# Response of a channel-array beam source to changes in oven, channel and gas

**Question.** A caesium oven at 400 K feeds an array of parallel channels. How do the axial intensity, the flow and the peaking factor respond when the temperature, the channel length, the channel radius, the gas or the collision cross section is changed?

## Result

A channel of radius $a$ and length $L\gg a$ joins a source of number density $n_0$ to vacuum. The walls re-emit diffusely and retain nothing. The mean speed is $\bar v=\sqrt{8k_BT/\pi m}$, the mean free path in the source is $\lambda_0=1/(\sqrt2\,n_0\sigma)$, and $a\ll\lambda_0$. With $x=L/\lambda_0$, the axial intensity (s⁻¹ sr⁻¹) of Giordmaine and Wang (1960), the flow and the peaking factor are

$$I(0)=\frac{a^2n_0\bar v}{4}F(x),\qquad F(x)=\sqrt{\frac{\pi}{2x}}\,\mathrm{erf}\sqrt{\frac{x}{2}},$$

$$\dot N=\frac{2\pi a^3n_0\bar v}{3L},\qquad \chi\equiv\frac{\pi I(0)}{\dot N}=\frac{3L}{8a}F(x).$$

Here $\chi=1$ for a thin orifice. For $N_c$ independent, aligned channels seen from afar, $I(0)$ and $\dot N$ are multiplied by $N_c$. The response to any change follows from

$$d\ln I(0)=d\ln(N_ca^2n_0\bar v)-s\,d\ln(Ln_0\sigma),\qquad s=\frac12\left[1-\frac{e^{-x/2}}{F}\right].$$

The exponent $s$ rises monotonically from 0 (transparent, $F\simeq1-x/6$) to 1/2 (opaque). In the opaque limit, for total flow $Q=N_c\dot N$,

$$I(0)=\frac18\sqrt{\frac{3N_c\,a\,\bar v\,Q}{\sqrt2\,\sigma}},$$

which grows as $\sqrt Q$ and does not contain $L$. Two rules follow. A ratio of intensities lies between its values for $s=0$ and $s=1/2$. It also lies below the tangent estimate, in which $s$ keeps its starting value.

## Reference state

The inputs are illustrative: $N_c=100$, $a=50$ µm, $L=10$ mm, $m=132.905$ u, an approximate vapour pressure of liquid Cs, $\log_{10}(p/\mathrm{Torr})=7.046-3830\,\mathrm{K}/T$, and $\sigma=200$ Å², a typical size for large-angle Cs–Cs collisions. At 400 K, $p=2.96\times10^{-3}$ Torr, $n_0=7.14\times10^{13}$ cm⁻³, $\bar v=252$ m/s and $\lambda_0=4.95$ mm. Hence $x=2.02$, $F=0.745$ and $s=0.256$, midway between the two regimes. The model gives $I(0)=8.4\times10^{14}$ s⁻¹ sr⁻¹, $Q=4.7\times10^{13}$ s⁻¹ and $\chi=56$, against the transparent value $3L/8a=75$.

## Predictions by reasoning

The axis is fed by a depth $LF$ behind the exit, 7.4 mm in the reference state, and $\chi=3LF/8a$ is the peaking factor of a transparent channel of that length.

**1. Oven and channels at 420 K.** The pressure rises by the factor 2.86, $n_0\propto p/T$ by 2.72 and the flow, $\propto p/\sqrt T$, by 2.79. The denser gas hides more of the channel, so the intensity rises by less than the flow: by more than $2.79/\sqrt{2.72}=1.69$ and by less than the tangent value $2.79\times2.72^{-0.256}=2.16$. The peaking factor falls.

**2. Channels cut to 5 mm at 400 K.** The prefactor $a^2n_0\bar v/4$ is untouched and the gas column is halved. The intensity rises slightly, by less than $2^{0.256}=1.19$, while the flow doubles.

**3. Channels of 20 mm at the original flow.** The density $n_0$ must double, so the gradient $n_0/L$ stays the same. The added length lies behind gas that is already nearly opaque, and the gain should be close to the opaque value 1, far from the transparent value 2. Since $I(0)\propto\mathrm{erf}\sqrt{x/2}$ at fixed gradient, no length can give more than $1/\mathrm{erf}\sqrt{x/2}=1.18$.

**4. Radius halved, 400 channels.** The open area $N_ca^2$ and $x$ are unchanged at 400 K, so the intensity is unchanged, the flow ($\propto N_ca^3$) is halved and $\chi$ doubles to 112. Restoring the flow doubles $n_0$ and $x$. The gain then lies between $\sqrt2$ and the tangent value 1.67.

**5. O₂ at 300 K at the original flow**, as in a doser for oxidising a silicon surface in vacuum ($m=32.00$ u, typical $\sigma=40$ Å²). The speed is 446 m/s, 1.76 times that of Cs, so the same $n_0\bar v$ needs less gas, $1.26\times10^{-3}$ Torr. With a cross section five times smaller, $x$ drops by the factor 8.82. The prefactor is fixed by the flow and $F\le1$, so the gain cannot exceed $1/0.745=1.34$ and should come near it.

**6. Cross section ten times larger.** The flow is limited by the walls and does not respond. The intensity falls, to between $10^{-1/2}=0.32$ and $10^{-0.256}=0.55$ of the reference, and nearer the former because the channel ends up opaque.

## Calculation

Ratios refer to the reference state. The columns $s=0$, $s=1/2$ and tangent are estimates of the intensity ratio; "full" uses $F$ at both values of $x$.

| Change | $x$ | $F$ | $s=0$ | $s=1/2$ | tangent | full | flow ratio | $\chi$ |
|---|---|---|---|---|---|---|---|---|
| 1. 420 K | 5.50 | 0.524 | 2.79 | 1.69 | 2.16 | 1.96 | 2.79 | 39 |
| 2. 5 mm | 1.01 | 0.854 | 1 | 1.41 | 1.19 | 1.15 | 2 | 32 |
| 3. 20 mm, same flow | 8.08 | 0.439 | 2 | 1 | 1.40 | 1.18 | 1 | 66 |
| 4. 25 µm × 400, same flow | 4.04 | 0.596 | 2 | 1.41 | 1.67 | 1.60 | 1 | 89 |
| 5. O₂, same flow | 0.229 | 0.963 | 1 | 2.97 | 1.75 | 1.29 | 1 | 72 |
| 6. 2000 Å² | 20.2 | 0.279 | 1 | 0.32 | 0.55 | 0.37 | 1 | 21 |

Every sign and bound holds. The tangent estimate is useful when $x$ changes by a factor of two and poor beyond that; in change 1, $s$ has already grown to 0.44. At a given consumption of Cs, finer and more numerous channels gain much more than longer ones. Rows 3 and 4 keep $\bar v$ fixed: doubling $n_0$ takes about 14 K, which raises $\bar v$ by 1.7 %.

## Proof

*Profile and flow.* For $a\ll\lambda_0$ wall collisions control the transport. Cosine-law flights across a cylinder have mean length $2a$, mean duration $2a/\bar v$ and mean-square axial step $8a^2/3$. The diffusion coefficient is therefore $D=(8a^2/3)/(2\cdot2a/\bar v)=2a\bar v/3$, independent of density. Steady flow makes the density linear, $n=n_0u$ with $u=z/L$ and $z$ measured from the exit, and $\dot N=\pi a^2Dn_0/L$.

*Attenuation.* The local free path is $\lambda_0/u$, so the optical depth to the exit is $\tau(u)=\int_0^u xu'\,du'=xu^2/2$.

*Sources.* The walls are parallel to the axis and send nothing along it. The entrance emits $\pi a^2n_0\bar v/4\pi$ per steradian, of which $e^{-x/2}$ survives. A slice $dz$ hosts $\pi a^2n\bar v\,dz/\lambda$ scattered atoms per second, taken to leave isotropically. With $n\,dz/\lambda=n_0xu^2du$,

$$I(0)=\frac{a^2n_0\bar v}{4}\left[e^{-x/2}+\int_0^1xu^2e^{-xu^2/2}\,du\right].$$

Since $xu\,e^{-xu^2/2}du=-d(e^{-xu^2/2})$, integration by parts turns the integral into $-e^{-x/2}+\int_0^1e^{-xu^2/2}du$. The entrance term cancels and the bracket equals $\int_0^1e^{-xu^2/2}du=F(x)$.

*Exponent.* Write $F=y^{-1}\int_0^ye^{-t^2/2}dt$ with $y=\sqrt x$. Then $xF'=(y/2)\,dF/dy=(e^{-x/2}-F)/2$, and $s=-xF'/F$ is the stated form. The quantity $Fe^{x/2}=\int_0^1e^{x(1-u^2)/2}du$ grows from 1 without bound, so $s$ rises from 0 to 1/2. Thus $\ln F$ is concave in $\ln x$ and lies below its tangent, which proves both rules.

*Opaque limit.* With $\mathrm{erf}\to1$, $I(0)=N_c(a^2\bar v/4)\sqrt{\pi n_0/(2\sqrt2\,\sigma L)}$. Inserting $n_0/L=3Q/(2\pi N_ca^3\bar v)$ gives the square-root law.

## Limits

The ratio $a/\lambda_0$ is 0.010 in the reference state, 0.027 in row 1 and 0.10 in row 6, which is marginal. End corrections to the profile change $F$ at relative order $a/L=0.005$. Long flights are cut off at $\ell$, the smaller of $L$ and $\lambda_0$, which lowers the flow by a relative amount of order $(a/\ell)\ln(\ell/a)$, here 0.046. The table therefore describes a real array to about 5 % at best, a sizeable part of the effects in rows 2 and 3, and its last digits serve only to compare columns.

A single free path replaces a speed-dependent one. For hard spheres in a Maxwellian gas, with $w=v/\sqrt{2k_BT/m}$, $\lambda(w)/\lambda_0=\sqrt2\,w/[e^{-w^2}/\sqrt\pi+(w+1/2w)\,\mathrm{erf}\,w]$. Averaging its square root over the flux weight $2w^3e^{-w^2}$ multiplies the opaque intensity by 1.02. For a $-C_6/r^6$ attraction the large-angle cross section scales as $T^{-1/3}$; in row 1 this lowers $\sigma$ by 1.6 % and raises the intensity by about 0.7 %.

The choice of $\sigma$ matters most. The total Cs–Cs cross section, dominated by small deflections, is typically about ten times the value used, as in row 6. Small deflections do remove atoms from the narrow axial peak, but they also return atoms from neighbouring directions, which isotropic re-emission does not credit. The model's $8.4\times10^{14}$ s⁻¹ sr⁻¹ is thus a high estimate for Cs and its $3.1\times10^{14}$ s⁻¹ sr⁻¹ of row 6 a low one for aligned channels, a span of a factor 2.7. A larger effective $\sigma$ also moves the ratios of rows 1 to 4 towards the $s=1/2$ column.